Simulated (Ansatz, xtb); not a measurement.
Two isomers of C2H10GeSn

Structure X: `[CH3][SnH]([CH3])[GeH3]`, a singlet. Structure Y: `[CH3][GeH2][SnH2][CH3]`, a singlet. Both are isolated molecules in the gas phase, relaxed with BLYP-D3(BJ)/def2-SVP; the shapes shown needn't be the lowest conformers.

X (Å):

| atom | x (Å) | y (Å) | z (Å) |
| --- | --- | --- | --- |
| C | -1.0164 | -2.2654 | 1.8867 |
| C | 2.4115 | -1.8428 | 0.9324 |
| Ge | -0.0911 | 1.1100 | -0.0222 |
| Sn | 0.3268 | -1.4845 | 0.3298 |
| H | -0.8274 | -1.7348 | 2.8391 |
| H | -2.0711 | -2.1146 | 1.5888 |
| H | -0.8281 | -3.3470 | 2.0276 |
| H | 0.0165 | -2.3377 | -1.1621 |
| H | 2.5710 | -2.9280 | 1.0815 |
| H | 2.6201 | -1.3097 | 1.8793 |
| H | 3.1016 | -1.4771 | 0.1488 |
| H | -1.5636 | 1.4085 | -0.4351 |
| H | 0.1915 | 1.8992 | 1.2923 |
| H | 0.8353 | 1.7014 | -1.1267 |

Y (Å):

```xyz
14

C     0.0992   -2.9957    2.0886
C    -0.8109    0.8940    0.0147
Ge    1.6369   -1.8332    1.5784
Sn    0.9860   -0.2812   -0.4676
H    -0.7737   -2.3721    2.3616
H     0.3709   -3.6295    2.9550
H    -0.1817   -3.6493    1.2406
H     2.8665   -2.7294    1.2331
H     2.0345   -0.9533    2.8053
H     2.2764    0.8122   -0.8850
H     0.6455   -1.2494   -1.8774
H    -1.6455    0.2106    0.2605
H    -0.6055    1.5469    0.8838
H    -1.0932    1.5180   -0.8542
```

Quicker runs give these differences E(Y) − E(X): GFN2-xTB −6.44 kcal/mol; HF/STO-3G +2.16 kcal/mol (at GFN2-xTB geometries); r2SCAN-D4/def2-SVP −1.41 kcal/mol (at GFN2-xTB geometries).

Problem. Which of the two would you expect CCSD(T)/def2-SVP + ΔMP2/def2-TZVPP electronic energies to favour?

Solution. Too close to call at this level: CCSD(T)/def2-SVP + ΔMP2/def2-TZVPP gives E(Y) − E(X) = −0.40 kcal/mol.

How the difference moves with the method:

| level | geometry | E(Y) − E(X) (kcal/mol) | departure from the last row (kcal/mol) | job, with rough time for the two |
| --- | --- | --- | --- | --- |
| GFN2-xTB | GFN2-xTB | −6.44 | −6.04 | optimisation, 0.59 s |
| HF/STO-3G | GFN2-xTB | +2.16 | +2.56 | single point, 5.2 s |
| r2SCAN-D4/def2-SVP | GFN2-xTB | −1.41 | −1.01 | single point, 11 s |
| BLYP-D3(BJ)/def2-SVP | BLYP-D3(BJ)/def2-SVP | −0.65 | −0.25 | optimisation, 3.8 min |
| HF/def2-SVP | BLYP-D3(BJ)/def2-SVP | −1.50 | −1.10 | part of the CCSD(T) run |
| MP2/def2-SVP | BLYP-D3(BJ)/def2-SVP | −0.53 | −0.13 | part of the CCSD(T) run |
| CCSD(T)/def2-SVP | BLYP-D3(BJ)/def2-SVP | −0.55 | −0.15 | single point |
| CCSD(T)/def2-SVP + ΔMP2/def2-TZVPP | BLYP-D3(BJ)/def2-SVP | −0.40 |  | single point, 4 min |

As drawn, Y has 1 C–Ge, 1 Sn–H in place of 1 C–Sn, 1 Ge–H.

The largest departure from CCSD(T)/def2-SVP + ΔMP2/def2-TZVPP is that of GFN2-xTB, 6.04 kcal/mol. The last row adds to CCSD(T) the change of the MP2 difference between the two basis sets, here +0.15 kcal/mol.

With harmonic frequencies from BLYP-D3(BJ)/def2-SVP (ideal gas, rigid rotor, one conformer each, 298.15 K, 1 atm): on the last row, ΔE + ΔZPE = −0.34 kcal/mol. A mode under 50 cm⁻¹ makes harmonic enthalpies and free energies unreliable, so none is given.

The correlated steps freeze 15 core orbitals; the filled d shell of Ge and Sn is correlated, in a basis made for valence electrons. Atoms past krypton carry core potentials in the def2 sets, other sets are all-electron and non-relativistic, and no spin–orbit term is included. Mirror images aren't counted in ΔG. Codes used: Ansatz 0.2.0, xtb 6.7.1; the last row on 2 threads of Intel(R) Xeon(R) Processor @ 2.50GHz (Skylake/Cascade Lake) on a shared host.

The two isomers are nearly degenerate: the composite difference of −0.40 kcal/mol leans towards Y but is too small to establish a preference, and zero-point energy barely alters it. The bond exchange explains this. Bonds to both carbon and hydrogen weaken from germanium to tin as the valence orbitals become more diffuse and overlap less well, so the gain from replacing C–Sn with C–Ge is largely offset by the loss from replacing Ge–H with Sn–H. The Ge–Sn bond is common to both isomers, leaving only a small residue of substituent and polarity effects.

At the common geometries and in the same basis, correlation narrows Y's advantage from −1.50 kcal/mol in Hartree–Fock to −0.55 kcal/mol in CCSD(T), probably because gathering both methyls and the germyl group on tin gives X more medium-range correlation. HF/STO-3G alone reverses the order, while GFN2-xTB greatly exaggerates the preference for Y. Near-equal energies say nothing about how easily methyl and hydrogen could trade places between the two metals.
